Question: Can I estimate these wavenumbers with a pencil?

I am trying to place the infrared bands of three small molecules in which a central atom carries two hydrogens, one chlorine and one bromine. The central atom, marked * in the table, is silicon, germanium or tin.

Unscaled harmonic wavenumbers of *H₂ClBr (* = Si, Ge, Sn), computed with Ansatz 0.2.0 at the PBE0-D4/def2-TZVP level for minima optimised at the same level. All modes of each molecule are numbered in rising order and matched between molecules by number alone, so the character of the vibration can differ within a row. The last column is the ratio of the Sn to the Si wavenumber.

```
mode  * = Si (cm⁻¹)  * = Ge (cm⁻¹)  * = Sn (cm⁻¹)  Sn over Si
   1          152.8          124.4           96.0        0.63
   2          430.1          314.1          264.8        0.62
   3          567.4          433.4          377.9        0.67
   4          569.2          500.6          410.6        0.72
   5          696.9          638.4          507.7        0.73
   6          853.4          766.3          633.4        0.74
   7          943.8          849.0          673.7        0.71
   8         2268.8         2189.2         1979.7        0.87
   9         2284.3         2204.4         1994.1        0.87
```

From Si to Ge the two highest modes hardly move, while modes 2 and 3 lose about a quarter of their wavenumber. Is there a rule simple enough for hand calculation that gives such values and explains this difference? And how far could I trust it?

Answer:

Yes, for the four modes in which a bond stretches. By the usual assignment, mode 2 is the stretch of the bond to bromine, mode 3 that of the bond to chlorine, and modes 8 and 9 are the stretches of the bonds to hydrogen. The other five modes are bends and need separate treatment. In the silicon compound, modes 3 and 4 lie less than 2 cm⁻¹ apart, so their labels could be swapped; this would hardly change the errors given below.

Treat each stretching bond as two masses joined by a spring. Call the central atom M and its partner X, with atomic masses m(M) and m(X) in atomic mass units. Both atoms move, so the mass that counts is the reduced mass μ:

μ = m(M) × m(X) / [m(M) + m(X)]

The wavenumber ν in cm⁻¹ then follows from the stiffness k of the spring:

ν = 1303 × √(k/μ)

Here k is in mdyn/Å (1 mdyn/Å is 100 N/m), and 1303 only converts the units. The rule of thumb is to take k = 2.5 for every one of these bonds.

Two limiting cases show what the masses do. If X is much lighter than M, the central atom stands still like a wall, and μ is simply the mass of X. If M is much lighter than X, the central atom does the moving, and μ is close to the mass of M. When the two masses differ greatly, the lighter partner therefore sets the wavenumber, and making the heavier one heavier still changes little.

Hydrogen is close to the first limit even on silicon, so a heavier central atom makes almost no difference to its reduced mass. Silicon bound to bromine is nearer the second limit: silicon is the lighter partner and does most of the moving. Replacing it by germanium raises μ from about 21 to 38, and the wavenumber drops. This is the difference you noticed. For the bond to chlorine, the masses alone give a drop of 19%, against 24% in the table, so they explain most of it but not all.

Now take mode 3 of the germanium compound, the Ge–Cl stretch. The masses are 72.6 and 35.5:

μ = 72.6 × 35.5 / (72.6 + 35.5) = 23.8
ν = 1303 × √(2.5/23.8) = 422 cm⁻¹

The table has 433 cm⁻¹, so the estimate is 3% too low.

Mode 8 of the same molecule is a Ge–H stretch. With hydrogen as the partner, μ is 0.994, and the same k gives 2066 cm⁻¹. The table has 2189 cm⁻¹, so this estimate is 6% too low. One spring constant has thus served two modes that differ fivefold in wavenumber, because the masses account for most of that difference.

Both worked values belong to the data from which k was chosen: 2.5 is a round value close to 2.55, the average over the twelve stretches in the table. Across all twelve, the estimates run from 9% below to 13% above the calculated values. A harder test is to take k from silicon and germanium only and apply it to tin; the worst estimate is then 17% too high. The output below lists the estimate and its error for each stretch.

The rule is this tolerant because of the square root. An error of 20% in k becomes only about 10% in the wavenumber. If you compare with a measured spectrum, allow for one more shift: the table holds harmonic values, which usually lie a few per cent above the observed bands.

The first limit of the rule appears when you follow the hydrogen stretches down the group. By mass alone they should fall by about 1% from silicon to tin, but the calculation gives 13%. Since the masses can't supply this fall, the spring itself must soften. That agrees with the calculated structures, in which the bond to hydrogen lengthens from about 1.5 to 1.7 Å; longer bonds between like partners are generally weaker. The comparison isn't quite like for like, because only the tin calculation includes relativistic effects, through a potential that replaces tin's inner electrons, and the share of these effects in the fall is untested.

If you need this trend, give each central atom its own spring constant: 2.8 for silicon, 2.6 for germanium and 2.2 for tin. The typical error then drops from 7% to 5% of the calculated value. The gain is modest for two extra parameters, but the hydrogen stretches now fall down the group as they should. For a first guess at where a stretching band of these molecules lies, the single value is enough; bonds of other kinds need a constant of their own.

The second limit is the assumption that each bond vibrates alone. The bonds to chlorine and bromine share the central atom, so when it moves, both change length. Such coupling pushes the two wavenumbers apart: the upper one, mode 3, rises and the lower one, mode 2, falls. An infinitely heavy central atom would stand still and pass on no motion by this route, so the effect should be strongest for silicon.

The single-spring rule does put mode 2 too high in all three molecules. Coupling can explain much of this for silicon, but for germanium and tin it is too weak to account for most of the error. With k = 2.5 the error in mode 2 is nevertheless smallest for silicon, because 2.5 lies below silicon's own average of 2.8, which lowers the estimate and hides part of the effect. With one spring constant per central atom, the error in mode 2 is largest for silicon. Adding the coupling to the version with one spring constant per central atom, with tetrahedral angles assumed and no further adjustable number, lowers the typical error from 5% to about 3%. The improvement supports the idea, but it doesn't settle how much of the low mode 2 comes from coupling and how much from a softer bond to bromine, or from the hydrogens, which ride along with the central atom and add to its mass.

The third limit is firm: don't use the formula for bends. A bend changes the angle between bonds and leaves their lengths nearly unchanged, which costs much less energy than stretching them. For the four hydrogen bends, modes 4 to 7, the table supports only a broad band: they lie between roughly one fifth and two fifths of the highest hydrogen stretch in the same molecule. Mode 1, in which the angle between chlorine and bromine opens and closes, falls outside this band as well.

Printed output of the fit:

```
Rule with k of 2.5 mdyn/A (0 in all columns marks a bend, outside the rule):
  row  Si estimate 1/cm  Ge estimate 1/cm  Sn estimate 1/cm  Si miss %  Ge miss %  Sn miss %
    1                 0                 0                 0          0          0          0
    2             451.8               334             298.1      5.042      6.334      12.57
    3             520.3             422.1             394.3     -8.303     -2.614       4.33
    4                 0                 0                 0          0          0          0
    5                 0                 0                 0          0          0          0
    6                 0                 0                 0          0          0          0
    7                 0                 0                 0          0          0          0
    8              2088              2066              2060      -7.96     -5.632      4.077
    9              2088              2066              2060     -8.585     -6.282      3.325
Reduced mass in u and apparent k in mdyn/A (0 marks a bend):
  row   mu Si   mu Ge   mu Sn   k Si   k Ge   k Sn  Sn over Si by mass alone  Sn over Si found
    1       0       0       0      0      0      0                         0            0.6283
    2   20.79   38.04   47.75  2.266  2.211  1.973                    0.6598            0.6157
    3   15.67   23.82    27.3  2.973  2.636  2.297                    0.7578             0.666
    4       0       0       0      0      0      0                         0            0.7214
    5       0       0       0      0      0      0                         0            0.7285
    6       0       0       0      0      0      0                         0            0.7422
    7       0       0       0      0      0      0                         0            0.7138
    8  0.9731  0.9942  0.9995  2.951  2.807  2.308                    0.9867            0.8726
    9  0.9731  0.9942  0.9995  2.992  2.846  2.342                    0.9867             0.873
Mean apparent k of all twelve stretches, mdyn/A: 2.55
Mean apparent k for Si, mdyn/A: 2.795
Mean apparent k for Ge, mdyn/A: 2.625
Mean apparent k for Sn, mdyn/A: 2.23
Rms miss with the single k of 2.5, %: 6.795
Rms miss with one k per central atom, %: 5.066
Largest miss with one k per central atom, %: 11.08
Rms miss with one k per central atom and coupled stretches, %: 3.37
Largest miss with one k per central atom and coupled stretches, %: 6.354
Largest miss for Sn if k is the mean of Si and Ge only, %: 17.21
Lowest hydrogen bend over highest M-H stretch, Sn: 0.2059
Highest hydrogen bend over highest M-H stretch, Si: 0.4132
```
